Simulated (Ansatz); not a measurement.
## Sn: energy change per atom and pressure as volume scale varies

All results are calculated (Ansatz 0.2.0). Plane-wave DFT, scalar-relativistic PAW made under PBE with cores redone for the functional, no dispersion; the given relaxed cell is scaled uniformly, energy at zero smearing counts from the unscaled cell, pressure at the given Fermi-Dirac smearing is positive in compression.

The cell before it is scaled or strained (space group Fd-3m, No. 227):
```
CELL_PARAMETERS angstrom
0.00000 3.32890 3.32890
3.32890 0.00000 3.32890
3.32890 3.32890 0.00000
ATOMIC_POSITIONS crystal
Sn 0.50000 0.50000 0.50000
Sn 0.75000 0.75000 0.75000
```

Settings of every row: spin polarised no; functional PBE; wave cutoff 420 eV; smearing width 0.1 eV; k mesh 14x14x14.

Atom starting moment: 0 on all atoms.

```csv
row,volume scale,V (Å³/atom),energy change per atom (meV),pressure (GPa)
1,0.88,32.463,74.18,6.18
2,0.92,33.938,29.82,3.6
3,0.96,35.414,6.58,1.57
4,1.04,38.365,?,?
5,1.08,39.841,23.64,-2.29
6,1.12,41.316,48.9,-3.08
```

Question: what energy change per atom and pressure should row 4 give?

Worked fit of energy change per atom. Take u = (V_r/V)^(2/3) − 1 with V_r = 35.414 Å³ an atom, which is twice the finite (Eulerian) strain; such expansions in the strain, on which the Birch-Murnaghan equation of state is built, carry the rest volume and the bulk modulus. The shown rows have u = 0.05972, 0.02879, 0, -0.07552, -0.09766. Least squares give energy change per atom = 6.626 + 533.29 × u + 9937.9 × u² meV; a straight line predicts inner rows, each left out in turn, worse (root mean square 26 against 0.7 meV). The rows lie off it by 0.26, -0.40, -0.05, 0.61, -0.43 (root mean square 0.4 meV). The withheld row has u = -0.05196, so the fit gives 6.626 + 533.29 × (-0.05196) + 9937.9 × (-0.05196)² = 5.75 meV.

The calculation gave 6.6 meV. The fit lies 0.85 meV (13 % of the value, 1.3 % of the column's range) below it; its largest miss of a shown row is 0.61 meV.

Worked fit of pressure. Take u = (V_r/V)^(2/3) − 1 with V_r = 35.414 Å³ an atom, which is twice the finite (Eulerian) strain; such expansions in the strain, on which the Birch-Murnaghan equation of state is built, carry the rest volume and the bulk modulus. The shown rows have u = 0.05972, 0.02879, 0, -0.07552, -0.09766. Least squares give pressure = 1.573 + 65.73 × u + 187.5 × u² GPa; a straight line predicts inner rows, each left out in turn, worse (root mean square 0.49 against 0.036 GPa). The rows lie off it by 0.01, -0.02, 0.00, 0.03, -0.02. The pressure vanishes at u = -0.0258, or V = 36.83 Å³ an atom, and there the bulk modulus at fixed shape and fractions is B = −V dP/dV = (2/3)(1 + u) dP/du = 36.4 GPa. The withheld row has u = -0.05196, so the fit gives 1.573 + 65.73 × (-0.05196) + 187.5 × (-0.05196)² = -1.34 GPa.

The calculation gave -1.29 GPa. The fit lies 0.05 GPa (3.9 % of the value, 0.54 % of the column's range) below it; its largest miss of a shown row is 0.03 GPa.
